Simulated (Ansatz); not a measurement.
## A ladder of methods for PH2 (SMILES [PH2])

PH2: 3 atoms, total charge 0, spin state doublet. SMILES: `[PH2]`. Geometry: relaxed at PBE0-D4/def2-TZVP.

```xyz
3

P     0.5257   -0.3094    0.2582
H     0.1146    1.0515    0.1767
H    -0.6404   -0.7421   -0.4350
```

Each level gives the energy change with the P1–H2 bond stretched from 1.424 to 3.133 Å (eV). The values are calculated.

```
            level                    kind  program  value (eV)  CPU time (all runs)
   USVWN5/cc-pVTZ                     LDA   Ansatz        3.63                4.1 s
 U-revPBE/cc-pVTZ                     GGA   Ansatz        3.26                8.7 s
 U-r2SCAN/cc-pVTZ                meta-GGA   Ansatz        3.30                 22 s
    UPBE0/cc-pVTZ           global hybrid   Ansatz        3.31                 12 s
U-wB97M-V/cc-pVTZ  range-separated hybrid   Ansatz        3.44                2 min
  UB2PLYP/cc-pVTZ           double hybrid   Ansatz        3.35                 16 s
UPBE-QIDH/cc-pVTZ           double hybrid   Ansatz        3.31                 13 s
    UCCSD/cc-pVTZ   coupled cluster or CI   Ansatz        3.29                6.3 s
```

The first shape isn't each level's own minimum. The values span 3.26 to 3.63 eV. Spin contamination of the reference (⟨S²⟩ at least 0.1 too high) touches USVWN5/cc-pVTZ, U-revPBE/cc-pVTZ, U-r2SCAN/cc-pVTZ, UPBE0/cc-pVTZ, U-wB97M-V/cc-pVTZ, UB2PLYP/cc-pVTZ, UPBE-QIDH/cc-pVTZ, UCCSD/cc-pVTZ. Times are those of the runs behind each value, whatever else they computed, on shared processors of several kinds: orders of magnitude only.

Stretching one P–H bond costs 3.63 eV in LDA, while every other level falls between 3.26 and 3.44 eV. The high LDA value fits its familiar overbinding: a local functional describes the more inhomogeneous densities of separated fragments poorly, and gradient corrections favour those fragments. Beyond that step, climbing the ladder brings no steady shift. revPBE lies close to UCCSD, whereas the range-separated hybrid lies higher, so the agreement of any one functional may owe something to error cancellation.

The stretched molecule approaches a hydrogen atom beside PH, whose ground state is a triplet with two unpaired electrons in phosphorus 3p π orbitals. Coupling these three spins to a doublet takes more than one determinant, and an unrestricted reference probably mixes in quartet character. Because the two couplings become degenerate as the fragments separate, the energetic penalty is likely modest at the long distance, though it could be larger at intermediate stretching. The energies don't amount to bond dissociation energies, since the fragments are neither fully separated nor corrected for zero-point motion.
